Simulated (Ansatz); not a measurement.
# V: pressure and energy change per atom against volume scale

Plane-wave DFT, scalar-relativistic PAW made under PBE with cores redone for the functional, no dispersion; the given relaxed cell is scaled uniformly, energy at zero smearing counts from the unscaled cell, pressure at the given Fermi-Dirac smearing is positive in compression. The results are calculated, by Ansatz 0.2.0.

The cell before it is scaled or strained (space group Im-3m, No. 229):
```
cell vectors (Å)
  -1.5079     1.5079     1.5079
   1.5079    -1.5079     1.5079
   1.5079     1.5079    -1.5079
atoms (fractions of the cell vectors)
V   0.00000  0.00000  0.00000
```

Settings of every row: spin polarised no; functional revPBE; wave cutoff 420 eV; smearing width 0.1 eV; k mesh 24x24x24.

Atom starting moment: 0 on all atoms.

```csv
row,volume scale,V (Å³/atom),pressure (GPa),energy change per atom (meV)
1,0.88,12.069,28.31,127.79
2,0.92,12.617,17.01,52.06
3,0.96,13.166,?,?
4,1.04,14.263,-6.25,12.28
5,1.08,14.812,-11.44,44.15
6,1.12,15.36,-15.69,92.14
```

Question: what pressure and energy change per atom should row 3 give?

Worked fit of pressure. Take u = (V_r/V)^(2/3) − 1 with V_r = 14.263 Å³ an atom, which is twice the finite (Eulerian) strain; such expansions in the strain, on which the Birch-Murnaghan equation of state is built, carry the rest volume and the bulk modulus. The shown rows have u = 0.11779, 0.08518, 0, -0.02486, -0.0482. Least squares give pressure = −6.277 + 223.367 × u + 594.29 × u² GPa; a straight line predicts inner rows, each left out in turn, worse (root mean square 1.7 against 0.072 GPa). The rows lie off it by 0.03, -0.05, 0.03, 0.02, -0.03 (root mean square 0.033 GPa). The pressure vanishes at u = 0.0263, or V = 13.72 Å³ an atom, and there the bulk modulus at fixed shape and fractions is B = −V dP/dV = (2/3)(1 + u) dP/du = 174 GPa. The withheld row has u = 0.0548, so the fit gives −6.277 + 223.367 × (0.0548) + 594.29 × (0.0548)² = 7.75 GPa.

The calculation gave 7.7 GPa. The fit lies 0.05 GPa (0.11 % of the column's range) above it; its largest miss of a shown row is 0.05 GPa.

Worked fit of energy change per atom. Take u = (V_r/V)^(2/3) − 1 with V_r = 14.263 Å³ an atom, which is twice the finite (Eulerian) strain; such expansions in the strain, on which the Birch-Murnaghan equation of state is built, carry the rest volume and the bulk modulus. The shown rows have u = 0.11779, 0.08518, 0, -0.02486, -0.0482. Least squares give energy change per atom = 12.376 − 887.814 × u + 15864.41 × u² meV; a straight line predicts inner rows, each left out in turn, worse (root mean square 45 against 0.28 meV). The rows lie off it by -0.12, 0.20, -0.10, -0.10, 0.11 (root mean square 0.13 meV). Its lowest point lies at u = 0.0280, or V = 13.68 Å³ an atom, and the curvature there gives the bulk modulus at fixed shape and fractions, B = (4/9)(1 + u)² E″(u)/V = 174 GPa. The withheld row has u = 0.0548, so the fit gives 12.376 − 887.814 × (0.0548) + 15864.41 × (0.0548)² = 11.37 meV.

The calculation gave 11.54 meV. The fit lies 0.17 meV (1.5 % of the value, 0.15 % of the column's range) below it; its largest miss of a shown row is 0.20 meV.
